**Margin comments on the method of increments: does the two-body tail stand alone?**

Atomic (Gaussian) units are used unless stated. A group is one localised two-electron bond orbital. Diamond and silicon have four per primitive cell and sixteen per cube of edge $a$, so $\rho=16/a^3$. The bond midpoints form a lattice with nearest distance $d=\sqrt2\,a/4$ and $\rho d^3=1/\sqrt2$.

**1. Exactness.** Let $e_T$ be the correlation energy obtained when only the groups in the set $T$ are correlated and all other occupied orbitals stay frozen at the Hartree–Fock level, with $e_\emptyset=0$. The increments are

$$d_S=\sum_{T\subseteq S}(-1)^{|S|-|T|}e_T ,$$

which gives $d_{ij}=e_{ij}-e_i-e_j$ for a pair. Sum over all subsets $S$ of a finite set $G$ of $N$ groups. A given $e_T$ collects the coefficient $\sum_m(-1)^m\binom{N-|T|}{m}=(1-1)^{N-|T|}$, which vanishes unless $T=G$. Hence $\sum_S d_S=e_G$. This is the correlation energy of the chosen method in the chosen basis. The identity says nothing about how fast the orders fall off.

**2. Weights.** Write $\sum_S d_S=\sum_i\sum_{S\ni i}d_S/|S|$, which holds because each $S$ is met once for each of its $|S|$ members. The energy per cell is the inner sum added over the reference groups $i$ of one cell, here four equivalent bonds. Stoll applied the scheme to diamond in 1992.

**3. The tail.** For distant pairs $d_{ij}\to-C_6/R^6$, with $C_6$ averaged over directions and bond orientations. With weight $1/2$ and a uniform density of partners,

$$e_2=-\tfrac12\rho\int_{R_c}^\infty 4\pi R^2\,\frac{C_6}{R^6}\,dR=-\frac{2\pi\rho C_6}{3R_c^3}.$$

As a statement about pairs this is right. It is commonly used as the whole energy missed beyond $R_c$ at order $R_c^{-3}$. That use assumes that increments of three or more groups reaching beyond $R_c$ fall off faster. The assumption enters at the first step, when the sum over $S\ni i$ is cut to $|S|=2$ before the integral is taken.

**4. Power counting removes the assumption.** A triple of mutually distant groups has an increment of order $C_9/R^9$. Two free positions supply $\rho^2R^6$. The missed three-body energy therefore scales as $\rho^2C_9/R_c^3$, the same power as $e_2$. A ring through $n$ groups has $n$ dipole couplings and $n-1$ free positions and again gives $R_c^{-3}$. Enlarging $R_c$ does not improve the ratio.

**5. The triple-dipole increment.** Take isotropic group polarisabilities $\alpha(i\omega)$ coupled by $-\boldsymbol\mu_i T_{ij}\boldsymbol\mu_j$ with $T_{ij}=(3\hat n\hat n-1)/r^3$ and $T_{ii}=0$. The ring energy is

$$E=\frac1{2\pi}\int_0^\infty\! d\omega\,\mathrm{Tr}\ln(1-\alpha T)=-\frac1{2\pi}\int_0^\infty\! d\omega\sum_{m\ge2}\frac{\alpha^m}{m}\mathrm{Tr}\,T^m ,$$

which is exact for harmonic dipole oscillators. For $m=2$ a pair occurs twice and $\mathrm{tr}\,T_{ij}^2=6/r^6$, so $C_6=(3/\pi)\int\alpha^2d\omega$. For $m=3$ a triple occurs six times. For a triangle with sides $r_1,r_2,r_3$ and interior angles $\gamma_1,\gamma_2,\gamma_3$, multiplying out gives $\mathrm{tr}\,T_{ij}T_{jk}T_{ki}=-3(1+3\cos\gamma_1\cos\gamma_2\cos\gamma_3)/(r_1r_2r_3)^3$. Thus

$$d_{ijk}=C_9\,\frac{1+3\cos\gamma_1\cos\gamma_2\cos\gamma_3}{(r_1r_2r_3)^3},\qquad C_9=\frac3\pi\int_0^\infty\alpha^3d\omega ,$$

the Axilrod–Teller–Muto form. It is of third order in the coupling between groups. MP2 lacks it, while MP3 and CCSD contain such ring terms.

**6. The cut must be named.** Keep every increment whose members lie within $R_c$ of the reference group $i$, with weight $1/n$. A triple $\{i,j,k\}$ is missed when the farther partner $j$ has $R=r_{ij}>R_c$. The nearer partner $k$ then runs over the ball of radius $R$ about $i$. Put $s=r_{ik}/R$, $t=r_{jk}/R$, with $d^3r_k=2\pi R^3st\,ds\,dt$. Then

$$e_3=\tfrac13\rho^2C_9\int_{R_c}^\infty\frac{4\pi R^2dR}{R^6}\,J,\qquad J=2\pi\iint g\,ds\,dt,$$

$$g=\frac1{s^2t^2}+\frac{3\,[1-(s^2-t^2)^2]\,(s^2+t^2-1)}{8s^4t^4}.$$

Small spheres about $i$ and $j$ are excluded, since no second group sits there.

**7. The integral.** An antiderivative of $g$ in $t$ is

$$\Gamma(s,t)=-\frac1{s^2t}+\frac3{8s^4}\Big[-\frac{t^3}3+(1+s^2)t-\frac{(1-s^2)^2}{t}+\frac{(1-s^2)^2(1+s^2)}{3t^3}\Big].$$

Its boundary values are $\Gamma(s,1\pm s)=0$, $\Gamma(s,1)=-\tfrac12+\tfrac{s^2}8$ and $\Gamma(s,s)=-\tfrac1{2s^5}+\tfrac1{8s^7}$, with $\int_{1/2}^1\Gamma(s,s)\,ds=-\tfrac9{16}$. Split the ball $s\le1$ along the plane $s=t$. On the side of $i$, $t$ runs from $\max(s,1-s)$ to $1+s$, which gives $+\tfrac9{16}$. Full shells about $i$ with $s<\tfrac12$ contribute nothing. On the side of $j$, use the symmetry $s\leftrightarrow t$ of $g$. The larger variable then runs from $\max(s,1-s)$ to $1$, which gives $\int_0^1\Gamma(s,1)\,ds+\tfrac9{16}=-\tfrac{11}{24}+\tfrac9{16}=\tfrac5{48}$. The total is $\tfrac23$, so $J=4\pi/3$ and

$$e_3=+\frac{16\pi^2\rho^2C_9}{27R_c^3},\qquad \frac{e_3}{e_2}=-\frac{8\pi\rho\,C_9}{9\,C_6}.$$

This is the first correction. It is repulsive and its ratio to $e_2$ does not depend on $R_c$. The coefficient belongs to the cut. If a triple counts as missed when its longest side exceeds $R_c$, then $k$ runs over the lens $s,t\le1$, $J=2\cdot2\pi\cdot\tfrac5{48}=5\pi/12$, the prefactor is the $\tfrac12$ of a pair count, and $e_3=5\pi^2\rho^2C_9/(18R_c^3)$.

**8. The expansion parameter.** With one oscillator, $\alpha(i\omega)=\alpha_0/(1+\omega^2/\omega_0^2)$, the integrals $\int_0^\infty(1+u^2)^{-2}du=\pi/4$ and $\int_0^\infty(1+u^2)^{-3}du=3\pi/16$ give $C_6=\tfrac34\alpha_0^2\omega_0$ and $C_9=\tfrac9{16}\alpha_0^3\omega_0$. Define $x=4\pi\rho\alpha/3$, with static value $x_0$. Then $e_3/e_2=-x_0/2$ for the sphere cut and $-15x_0/64$ for the longest-side cut. The Clausius–Mossotti relation gives $x_0=(\epsilon_\infty-1)/(\epsilon_\infty+2)$, which is not small in a semiconductor. The higher rings have to be looked at.

**9. All rings by electrostatics.** Scale $\alpha\to\lambda\alpha$. Then $\mathrm{Tr}\ln(1-\alpha T)=-\alpha\int_0^1d\lambda\,\mathrm{Tr}\,\mathcal G_\lambda$ with $\mathcal G_\lambda=T(1-\lambda\alpha T)^{-1}$. The share of site $i$ is set by $\mathcal G_{ii}$, the field returned to a test dipole. In the continuum $T(\mathbf k)=-4\pi(\hat k\hat k-\tfrac13)$, so $\rho\alpha T$ has the eigenvalue $-2x$ once and $x$ twice. The traceless part of $\mathcal G$ is that of $T$ times $1/[(1-x)(1+2x)]=L^2/\epsilon$ with $L=(\epsilon+2)/3$, the screened coupling with a Lorentz factor at each end.

The groups that are kept form a dielectric sphere in vacuum. For a dipole $p$ at its centre, write the potential as $(p/\epsilon r^2-Fr)\cos\theta$ inside and $B\cos\theta/r^2$ outside. Continuity of the potential and of the normal displacement at $R_c$ gives $F=-2(\epsilon-1)p/[\epsilon(\epsilon+2)R_c^3]$. The bulk lacks this reflected field, so bulk minus sphere is $\Delta\mathcal G_{ii}=-L^2F/p=2x/[(1-x)(1+2x)R_c^3]$ times the unit matrix. The $\lambda$ integral uses

$$\int_0^x\frac{2y\,dy}{(1-y)(1+2y)}=-\tfrac23\ln(1-x)-\tfrac13\ln(1+2x)=x^2-\tfrac23x^3+\tfrac32x^4-\dots$$

The first term reproduces $e_2$. The second reproduces the ratio of comment 7, since $\tfrac23x=8\pi\rho\alpha/9$. With $\int_0^\infty\ln[1+b/(1+u^2)]\,du=\pi(\sqrt{1+b}-1)$ the full tail is $e_2H$, where

$$H(x_0)=\frac{4}{3x_0^2}\Big[3-2\sqrt{1-x_0}-\sqrt{1+2x_0}\Big]=1-\frac{x_0}2+\frac{15x_0^2}{16}-\dots$$

The branch point at $x_0=-\tfrac12$ limits the power series to $x_0<\tfrac12$, that is $\epsilon_\infty<4$. Two cautions apply. A ring may revisit a group, so the power of $x$ is not strictly the number of bodies, and divergence in $x$ does not prove divergence in $n$. Also, $\mathcal G_{ii}$ weights a group by its visits, while the increments use $1/n$. At order $R_c^{-3}$ the two agree through $\alpha^4$, because a four-step ring with a revisit either has only two distant clumps, missed from every reference alike, or decays as $R_c^{-6}$. They can differ from $\alpha^5$ on.

**10. Numbers.** The compiled high-frequency dielectric constants are 5.7 for diamond and 11.85 for silicon (Skelton 2020, 300 K). The static 11.7 of the Ioffe compilation would move $x_0$ of silicon only to 0.781. Typical lattice constants, 3.567 Å and 5.431 Å, are taken as inputs. The model sets $\alpha_0=3x_0/(4\pi\rho)$ and fixes $\omega_0$ by the $f$-sum rule for two electrons, $\alpha_0=2/\omega_0^2$. The cut is $R_c=\sqrt{10}\,d=\sqrt5\,a/2$, which keeps 90 neighbouring bonds.

| | C | Si |
|---|---|---|
| $x_0$ | 0.610 | 0.783 |
| $\rho$ (bohr$^{-3}$) | 0.0522 | 0.0148 |
| $\alpha_0$ (bohr$^3$) | 2.79 | 12.6 |
| $\hbar\omega_0$ (eV) | 23.0 | 10.8 |
| $C_6$ (a.u.) | 4.9 | 48 |
| $R_c$ (Å) | 3.99 | 6.07 |
| $4e_2$ (m$E_h$ per cell) | −5.1 | −3.9 |
| $4e_3$ (m$E_h$ per cell) | +1.5 | +1.5 |
| $1-x_0/2$ | 0.69 | 0.61 |
| $1-x_0/2+15x_0^2/16$ | 1.04 | 1.18 |
| $H$ | 0.94 | 1.01 |
| $4e_2H$ (m$E_h$ per cell) | −4.7 | −4.0 |

These are the model's numbers. The triple-dipole tail cancels 31 % of the pair tail in the diamond model and 39 % in the silicon model, about 21 meV per atom in both. The next order has the opposite sign and is larger, 35 % and 58 %. The sum of all rings returns close to the pair value, because screening by $1/\epsilon$ and the two Lorentz factors nearly offset each other at these $x_0$. Within the model, stopping at the three-body tail lands farther from the summed value than stopping at pairs. For fixed $\alpha_0$ and $f$-sum, the single pole bounds $\alpha(i\omega)$ from above, since $y/(y+\omega^2)$ is concave in $y=\omega_n^2$. The absolute energies in the table therefore lean high.

**11. What else is dropped, with sizes.**

*Discrete shells in $e_2$.* In units of $d^2$ the shells lie at 1, 3, 4, 5, 7, 8, 9, 11, the first seven holding 6, 12, 12, 12, 24, 6, 18 bonds. The lattice sum $\sum(d/r)^6$, evaluated with theta functions, is 6.9277, and the seven shells give 6.8343. The remainder 0.0934 compares with the continuum $4\pi\rho d^6/(3R_c^3)=0.0937$. This closeness depends on the placement of $R_c$. Across the empty gap from $3d$ to $\sqrt{11}\,d$ the continuum value moves from 0.110 to 0.081, a range larger than $|H-1|$.

*The hole around $j$.* Excluding a sphere of radius $r_0$ removes the start of $\int_0\Gamma(s,1)\,ds$ and adds $\pi r_0/R$ to $J$. After the $R$ integral, $e_3$ grows by the fraction $9r_0/(16R_c)$. With the sphere of volume $1/\rho$, $r_0=0.70\,d$, this is 0.12. For the longest-side cut the fraction is $18r_0/(5R_c)=0.79$, so the continuum coefficient of that cut is of little use at this radius.

*Higher multipoles.* For electrons bound as isotropic oscillators $C_8/C_6=5/\omega_0$. The tail integral weights this by $3/(5R_c^2)$, which enlarges $e_2$ by $3/(\omega_0R_c^2)=0.06$ in both solids. This is well below $x_0/2$ and as large as $|H-1|$, so the sign of the net many-body change is settled by the ring sum only within the dipole continuum.

*Anisotropic bonds.* This is the largest open item. Take $k$ adjacent to $i$ and $j$ far away. Averaging over the direction and orientation of $j$ turns $T_{ij}\alpha_jT_{jk}$ into $2\bar\alpha/R^6$ and leaves $\mathrm{tr}(\alpha_kT_{ki}\alpha_i)$, which is zero for isotropic groups. Let $\alpha_i=\bar\alpha[1+\kappa(3\hat e_i\hat e_i-1)]$ for a bond along $\hat e_i$, so that $\kappa=(\alpha_\parallel-\alpha_\perp)/3\bar\alpha$. For adjacent bonds $(\hat e\cdot\hat n)^2=\tfrac23$ at both ends, and the trace is $6\kappa\bar\alpha^2/d^3$ to first order in $\kappa$. The missed energy per group is $\tfrac12\sum_k\sum_jd_{ikj}$. Against $e_2$ this is $\tfrac23\sum_k\mathrm{tr}(\cdot)/\bar\alpha=24\kappa\bar\alpha/d^3$ at each frequency for the six neighbours. The factor $C_9/(C_6\alpha_0)=\tfrac34$, with $\kappa$ taken independent of frequency, makes it $18\kappa\alpha_0/d^3=6.1\,\kappa x_0$, attractive for $\kappa>0$. It matches $x_0/2$ in size already at $\kappa=0.08$. Point dipoles on bonds that share an atom, 1.26 Å apart in diamond, are a poor picture of overlapping orbitals, so the figure shows the sensitivity and is no estimate of the term.

**12. What follows for a calculation.** The anisotropic term dresses the polarisability of a bond by its neighbours. An $\alpha_0$ drawn from $\epsilon_\infty$ has absorbed that dressing, while a $C_6$ fitted to computed two-body increments has not. The increments $d_{ikj}$ with $k$ adjacent to $i$ decay as $R^{-6}$ and can be fitted in the same way. Since $e_2=\tfrac12\sum_jd_{ij}$ and the dressing is $\tfrac12\sum_j\sum_kd_{ikj}$, their direction-averaged coefficients, summed over $k$, add to $C_6$ with unit weight. The remaining long-sided rings multiply that dressed tail by a factor like $H$, which the dipole continuum model puts at 0.94 and 1.01 for the two sets of inputs, against 0.69 and 0.61 from the triple-dipole term alone.